## Appendix: Response of the ILT gradient to the attenuated-mask parameters

**Question.** A 6 % attenuated grating prints on target. With what sign and strength does the adjoint gradient act on its edges when transmission, phase, dose or resist steepness changes?

**Gradient.** Let $F=\sum_x(z-z_0)^2$, $z=[1+e^{-a(I-t)}]^{-1}$, $I=\sum_k l_k|E_k|^2$, $E_k=h_k*m$, and $m=\tau+(1-\tau)u$ with real $u$ ($u=1$ clear, $\tau=-0.245$). The chain rule gives
$$\frac{\partial F}{\partial u(y)}=2\,\mathrm{Re}\Big[(1-\tau)\sum_k l_k\sum_x g(x)E_k^*(x)h_k(x-y)\Big],\qquad g=2a(z-z_0)z(1-z).$$
This takes $2K$ convolutions for $K$ kernels, each of order $N\log N$ for $N$ pixels, and is band-limited to $(1+\sigma)\mathrm{NA}/\lambda$, with $\sigma$ the outer source radius.

**Model.** Thin mask, TE light, $\lambda=193$ nm, NA $=1.35$, pitch $p=90$ nm, opening $w=p/2$ centred at $x=0$ (wafer scale), $z_0=1$ for $|x|<p/4$, illustrative $a=90$, and $F$ integrated over one period (nm). Two point poles ($l_\pm=1/2$) at $\sigma=\lambda/(2p\,\mathrm{NA})=0.794$ give $h_\pm=(1+e^{\pm i\theta})/p$ with $\theta=2\pi x/p$. The shortest period in the gradient is 79.7 nm, so only harmonics 0 and $1/p$ occur. With $c_0=(1+\tau)/2$ and $c_1=(1-\tau)/\pi$,
$$I=A+B\cos\theta,\qquad A=|c_0|^2+|c_1|^2,\qquad B=2\,\mathrm{Re}\,c_0^*c_1=(1-|\tau|^2)/\pi .$$
The reference has $A=0.2996$, $B=0.2992$, and $t$ is held at this $A$.

Each edge moves by $dw/2$, so $G=dF/dw$ is the gradient at $y=p/4$. Since $g$ is even, $G=2\int_0^\pi g\,(B/2+|c_1|^2\cos\theta)\,d\theta$. With $dz=-aB\,z(1-z)\sin\theta\,d\theta$,
$$G=\int 2(z-z_0)\,\frac{1+r\cos\theta}{\sin\theta}\,dz,\qquad r=\frac{2|c_1|^2}{B}.$$
Put $s_0=a(A-t)$, so that $\cos\theta=(s-s_0)/aB$ with $s=a(I-t)$, and expand the weight to first order in $\cos\theta$:
$$G\simeq\tanh\frac{s_0}{2}-\frac{r}{aB}\Big[2\ln\Big(2\cosh\frac{s_0}{2}\Big)-1\Big].$$
The unit prefactor of the tanh is the mask error enhancement factor (MEEF) at the target edge, independent of $\tau$. Positive $G$ narrows the opening.

**Reasoning.** For small $s_0$, $\Delta G\approx a\,\Delta A/2$.

- *8 % transmission* ($\tau=-0.283$). The zeroth order weakens and the first strengthens: $dA/d\tau=0.3775-0.2523=0.1252$. The edge darkens, and $\Delta G\approx-0.21$, slightly less in magnitude because $A(\tau)$ is convex.
- *Binary mask* ($\tau=0$). The sign reverses. The linear estimate 1.38 exceeds the bound of the tanh, so $G$ saturates somewhat below 1.
- *Phase off 180° by $\varphi=10°$*, $\tau=-0.245e^{i\varphi}$. $B$ is unchanged and $\Delta A=2|\tau|(1-\cos\varphi)(1/4-1/\pi^2)$ is positive and quadratic in $\varphi$: $\Delta G\approx+0.05$, equivalent to 0.37 % dose.
- *Dose +1 %*. $A$ and $B$ scale, $r$ does not: $\Delta G\approx+0.13$.
- *Steepness doubled in the 8 % case*. $s_0$ doubles, and $G$ less than doubles because the tanh bends and the prefactor of the second term halves.

**Calculation** with the closed form:

| Case | $s_0$ | $G$ |
|---|---|---|
| reference | 0 | −0.02 |
| 8 % | −0.38 | −0.21 |
| binary | +4.66 | +0.90 |
| phase 10° | +0.10 | +0.03 |
| dose +1 % | +0.27 | +0.12 |
| 8 %, $a=180$ | −0.77 | −0.38 |

Numerical integration of the full gradient differs by under 0.01 for the binary row and under 0.002 elsewhere. The second term makes $G$ negative on target, an artefact of the finite sigmoid width that scales as $1/a$. It is nearly a third of the phase response and accounts for the shortfall of the binary row below 1. The 8 % change from the reference is −0.19.

**Implied bias.** Because $\partial A/\partial w=\pi B/p$, restoring $A=t$ in the 8 % case needs $\Delta w=(t-A)\,p/(\pi B)$, which in this model is +0.42 nm, or 1.7 nm on a 4× mask. Blurring $I$ so that the modulation falls by a factor $\beta<1$ raises the MEEF to $1/\beta$ but leaves $A$, and hence this bias, unchanged. Real processes at 45 nm half-pitch typically show a MEEF of about 2 or more, so the model's saturated $|G|$ is low by roughly that factor.